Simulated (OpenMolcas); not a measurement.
**GaH2ClO (SMILES [OH][GaH][Cl]): methods side by side**

GaH2ClO has 5 atoms, charge 0, and is taken as a singlet. SMILES: `[OH][GaH][Cl]`. Geometry: relaxed at PBE0-D4/def2-TZVP. This is one conformer, not always the lowest.

```xyz
5

O    -1.1524    0.5160   -0.4969
Ga    0.4700    0.2081    0.1462
Cl    0.9275   -1.8566    0.5046
H    -1.6723   -0.2818   -0.6223
H     1.4772    1.3406    0.4269
```

Each level gives the dipole moment (D). The values are calculated.

```tsv
level	kind	program	value (D)	CPU time
HF/def2-SVPD	Hartree–Fock	OpenMolcas	0.57	13 s
SVWN5/def2-SVPD	LDA	OpenMolcas	0.53	20 s
BLYP/def2-SVPD	GGA	OpenMolcas	0.52	27 s
PBE/def2-SVPD	GGA	OpenMolcas	0.54	31 s
M06-L/def2-SVPD	meta-GGA	OpenMolcas	0.67	33 s
r2SCAN/def2-SVPD	meta-GGA	OpenMolcas	0.56	31 s
BHLYP/def2-SVPD	global hybrid	OpenMolcas	0.58	26 s
PBE0/def2-SVPD	global hybrid	OpenMolcas	0.57	25 s
```

All-electron rows without a relativistic Hamiltonian named are non-relativistic. The values span 0.52 to 0.67 D. Magnitudes only. CPU times are rough (shared hosts, several kinds of processor): they show what a rung costs within a factor of a few.

The small dipole reflects cancellation between polar bonds, not weak bond polarity. Chlorine, oxygen and the hydridic hydrogen all draw electron density from gallium, and their roughly trigonal arrangement makes much of the resulting bond polarity cancel. The hydroxyl proton points towards the chlorine side, so the O–H bond dipole probably offsets much of what remains. Rotation about the Ga–O bond would therefore be expected to change the total more than most of the changes of functional do here.

Adding exact exchange raises the dipole modestly, from 0.52 D in BLYP to 0.58 D in BHLYP and from 0.54 D in PBE to 0.57 D in PBE0. Hartree–Fock, at 0.57 D, does not continue the rise, so the exchange fraction alone does not order the methods. M06-L stands apart at 0.67 D, possibly because its density distributes charge differently among the polar bonds. The close agreement of the other levels does not establish accuracy, since all share one modest basis set whose error could be common to them.
